**Singlet–triplet gap of BGeH3: errors by level, pair counting and cancellation**

The table holds the error of the vertical singlet–triplet gap of hydrogen-bridged BGeH3 against CCSDT(Q)/cc-pVDZ (1.129 eV, frozen cores, RHF singlet, UHF triplet) for HF, MP2, coupled cluster and AFQMC. The program tests spin-pair counting with the MP2 pair energies of the singlet, and a model in which the gap error is a fixed fraction of the singlet's total-energy error, the fraction being set by the HF row. Pair counting gives 116 meV for an average pair and 790 meV for a same-orbital pair, on either side of the MP2 shift of 493 meV. The proportional model gives the sign in all four correlated rows but misses MP2 and CCSDT by about a factor of four in opposite directions, and the step-by-step energies show that the small gap errors come from cancellation between the states. The AFQMC errors are all below one standard error, so no effect of trial or release is resolved.

Errors in the vertical singlet–triplet gap (triplet minus singlet) of neutral BGeH3 relative to CCSDT(Q), for HF, MP2, coupled-cluster and AFQMC levels, computed with Ansatz 0.2.0 and the in-house AFQMC program afq 1. All levels use the cc-pVDZ basis, frozen cores and a PBE0/def2-TZVP geometry, with RHF determinants for the singlet and UHF for the triplet.

## Numerical check

```python
# Table: error (meV) of the vertical singlet-triplet gap of BGeH3 against CCSDT(Q)/cc-pVDZ, frozen core,
# RHF singlet, UHF triplet; HF, MP2, coupled cluster and AFQMC (own program, Ansatz).
# Tested: spin-pair counting for the HF error; gap error proportional to total-energy error; AFQMC vs noise.
T = {
    'row_level': ['HF', 'MP2', 'CCSD', 'CCSD(T)', 'CCSDT', 'ph-AFQMC/HF', 'ph-AFQMC/CISD', 'released AFQMC'],
    'row_error': [-517.0, -24.0, -26.0, -1.0, -4.0, 9.0, 11.0, 12.0],  # meV
    'row_noise': [0.0, 0.0, 0.0, 0.0, 0.0, 69.0, 22.0, 22.0],  # meV
}
import numpy as np
from scipy import constants as C
err = dict(zip(T['row_level'], T['row_error'])); sig = dict(zip(T['row_level'], T['row_noise']))
gap = 1129.0  # reference gap in meV, from the notes of the table
# further outputs of the same runs: singlet energies (eV), MP2 parts, AFQMC blocking, release, geometry (A)
Es = {'HF': -57189.8626, 'MP2': -57194.6644, 'CCSD': -57195.6408, 'CCSD(T)': -57195.8284,
      'CCSDT': -57195.8569, 'CCSDT(Q)': -57195.8677}
os_, ss_ = -3951.5, -850.3
Q = {'ph-AFQMC/HF': (-57195.9458, 42.56, 54.467, 9, 0.00114), 'ph-AFQMC/CISD': (-57195.8806, 20.185, 24.669, 9, 0.00038)}
rel = np.array([-57195.8723, -57195.8793, -57195.8772, -57195.8874, -57195.8924])
rel_e = np.array([12.752, 11.456, 9.5666, 13.153, 18.249])
Ge, B, Hb, Ht = map(np.array, ([0, 0, .32], [-.07, 0, -1.63], [1.16, 0, -1.03], [-.14, 1.04, -2.23]))
d = lambda a, b: np.linalg.norm(a - b)
print(f"distances (A): B-Ge {d(B,Ge):.2f}, B-H bridge {d(B,Hb):.2f}, Ge-H bridge {d(Ge,Hb):.2f}, B-H end {d(B,Ht):.2f}")
kcal = C.calorie * 1e3 / C.N_A / C.e * 1e3
Eh = C.physical_constants['Hartree energy in eV'][0] * 1e3
print(f"reference gap {gap:.0f} meV; table rounding 0.5 meV; 1 kcal/mol = {kcal:.1f} meV")
print("level: gap (meV), error (% of gap), share of the HF error removed (%)")
for L in T['row_level']:
    print(f"  {L}: {gap+err[L]:.0f} +- {sig[L]:.0f}, {100*err[L]/gap:+.1f}, {100*(1-err[L]/err['HF']):.1f}")
shift = err['MP2'] - err['HF']
avg = -os_/25 + ss_/20; top = -os_/5
print("pairs opposite/same spin: singlet (5,5) 25/20, triplet (6,4) 24/21")
print(f"mean MP2 pair of the singlet: opposite {os_/25:.0f}, same {ss_/20:.0f} meV")
print(f"gap shift: average pair {avg:.0f}, all in 5 same-orbital pairs {top:.0f}, MP2 actual {shift:.0f} meV")
print(f"  actual / average pair = {shift/avg:.1f}; actual / same-orbital = {shift/top:.2f}")
lv = ['HF', 'MP2', 'CCSD', 'CCSD(T)', 'CCSDT']
es = {L: 1e3*(Es[L] - Es['CCSDT(Q)']) for L in Es}; err['CCSDT(Q)'] = 0.0
k = err['HF']/es['HF']
print(f"model: gap error = k x singlet error, k = {k:.3f} fixed on HF")
print("level: singlet err, triplet err (derived), gap err, model, residual (meV), own k, % singlet corr.")
for L in lv:
    print(f"  {L}: {es[L]:+.0f}, {es[L]+err[L]:+.0f}, {err[L]:+.0f}, {k*es[L]:+.1f}, "
          f"{err[L]-k*es[L]:+.1f}, {err[L]/es[L]:.3f}, {100*(1-es[L]/es['HF']):.1f}")
w = max(lv[1:], key=lambda L: abs(err[L]-k*es[L]))
print(f"worst row {w}: model/actual = {k*es[w]/err[w]:.1f}; CCSDT model/actual = {k*es['CCSDT']/err['CCSDT']:.2f}")
print("step: change of singlet, triplet (derived), gap (meV; gap step rounded to about 1)")
seq = lv + ['CCSDT(Q)']
for a, b in zip(seq, seq[1:]):
    s, g = es[b]-es[a], err[b]-err[a]
    print(f"  {a} to {b}: {s:+.0f}, {s+g:+.0f}, {g:+.0f}")
af = [L for L in T['row_level'] if sig[L] > 0]
print("AFQMC gap error / noise: " + ", ".join(f"{L} {err[L]/sig[L]:.2f}" for L in af))
h, c, r = af
print(f"CISD less HF trial {err[c]-err[h]:+.0f} +- {np.hypot(sig[c],sig[h]):.0f} meV; released less CISD {err[r]-err[c]:+.0f} meV (shared walk)")
print(f"noise ratio HF/CISD trial {sig[h]/sig[c]:.1f}, variance ratio {(sig[h]/sig[c])**2:.1f} (settings differ)")
print(f"CISD-trial gap less CCSD gap {err[c]-err['CCSD']:+.0f} meV = {(err[c]-err['CCSD'])/sig[c]:.1f} noise units")
print(f"sampling factor for 5 meV noise: CISD {(sig[c]/5)**2:.0f}, HF trial {(sig[h]/5)**2:.0f}")
for L, (E, e, e2, n, t) in Q.items():
    x = 1e3*(E - Es['CCSDT(Q)'])
    print(f"{L} singlet err {x:+.0f} +- {e:.0f} ({x/e:+.1f} noise); triplet derived {x+err[L]:+.0f} +- {np.sqrt(sig[L]**2-e**2):.0f} meV")
    print(f"  target {t*Eh:.0f} meV; next block length {e2:.0f} meV (+{100*(e2/e-1):.0f}%, itself uncertain by {100/np.sqrt(2*(n-1)):.0f}%)")
print("released singlet less CCSDT(Q) (meV): " + ", ".join(f"{1e3*(x-Es['CCSDT(Q)']):+.0f}+-{e:.0f}" for x, e in zip(rel, rel_e)))
print(f"  drift first to last {1e3*(rel[-1]-rel[0]):+.0f} meV, last noise {rel_e[-1]:.0f} meV")
assert all(err[L] < 0 for L in lv) and gap + err['HF'] > 0
assert avg < shift < top
assert all(es[a] > es[b] for a, b in zip(seq, seq[1:]))
assert all(abs(err[L]) < sig[L] for L in af)
```

Printed output:

```
distances (A): B-Ge 1.95, B-H bridge 1.37, Ge-H bridge 1.78, B-H end 1.20
reference gap 1129 meV; table rounding 0.5 meV; 1 kcal/mol = 43.4 meV
level: gap (meV), error (% of gap), share of the HF error removed (%)
  HF: 612 +- 0, -45.8, 0.0
  MP2: 1105 +- 0, -2.1, 95.4
  CCSD: 1103 +- 0, -2.3, 95.0
  CCSD(T): 1128 +- 0, -0.1, 99.8
  CCSDT: 1125 +- 0, -0.4, 99.2
  ph-AFQMC/HF: 1138 +- 69, +0.8, 101.7
  ph-AFQMC/CISD: 1140 +- 22, +1.0, 102.1
  released AFQMC: 1141 +- 22, +1.1, 102.3
pairs opposite/same spin: singlet (5,5) 25/20, triplet (6,4) 24/21
mean MP2 pair of the singlet: opposite -158, same -43 meV
gap shift: average pair 116, all in 5 same-orbital pairs 790, MP2 actual 493 meV
  actual / average pair = 4.3; actual / same-orbital = 0.62
model: gap error = k x singlet error, k = -0.086 fixed on HF
level: singlet err, triplet err (derived), gap err, model, residual (meV), own k, % singlet corr.
  HF: +6005, +5488, -517, -517.0, +0.0, -0.086, 0.0
  MP2: +1203, +1179, -24, -103.6, +79.6, -0.020, 80.0
  CCSD: +227, +201, -26, -19.5, -6.5, -0.115, 96.2
  CCSD(T): +39, +38, -1, -3.4, +2.4, -0.025, 99.3
  CCSDT: +11, +7, -4, -0.9, -3.1, -0.370, 99.8
worst row MP2: model/actual = 4.3; CCSDT model/actual = 0.23
step: change of singlet, triplet (derived), gap (meV; gap step rounded to about 1)
  HF to MP2: -4802, -4309, +493
  MP2 to CCSD: -976, -978, -2
  CCSD to CCSD(T): -188, -163, +25
  CCSD(T) to CCSDT: -29, -32, -3
  CCSDT to CCSDT(Q): -11, -7, +4
AFQMC gap error / noise: ph-AFQMC/HF 0.13, ph-AFQMC/CISD 0.50, released AFQMC 0.55
CISD less HF trial +2 +- 72 meV; released less CISD +1 meV (shared walk)
noise ratio HF/CISD trial 3.1, variance ratio 9.8 (settings differ)
CISD-trial gap less CCSD gap +37 meV = 1.7 noise units
sampling factor for 5 meV noise: CISD 19, HF trial 190
ph-AFQMC/HF singlet err -78 +- 43 (-1.8 noise); triplet derived -69 +- 54 meV
  target 31 meV; next block length 54 meV (+28%, itself uncertain by 25%)
ph-AFQMC/CISD singlet err -13 +- 20 (-0.6 noise); triplet derived -2 +- 9 meV
  target 10 meV; next block length 25 meV (+22%, itself uncertain by 25%)
released singlet less CCSDT(Q) (meV): -5+-13, -12+-11, -10+-10, -20+-13, -25+-18
  drift first to last -20 meV, last noise 18 meV
```
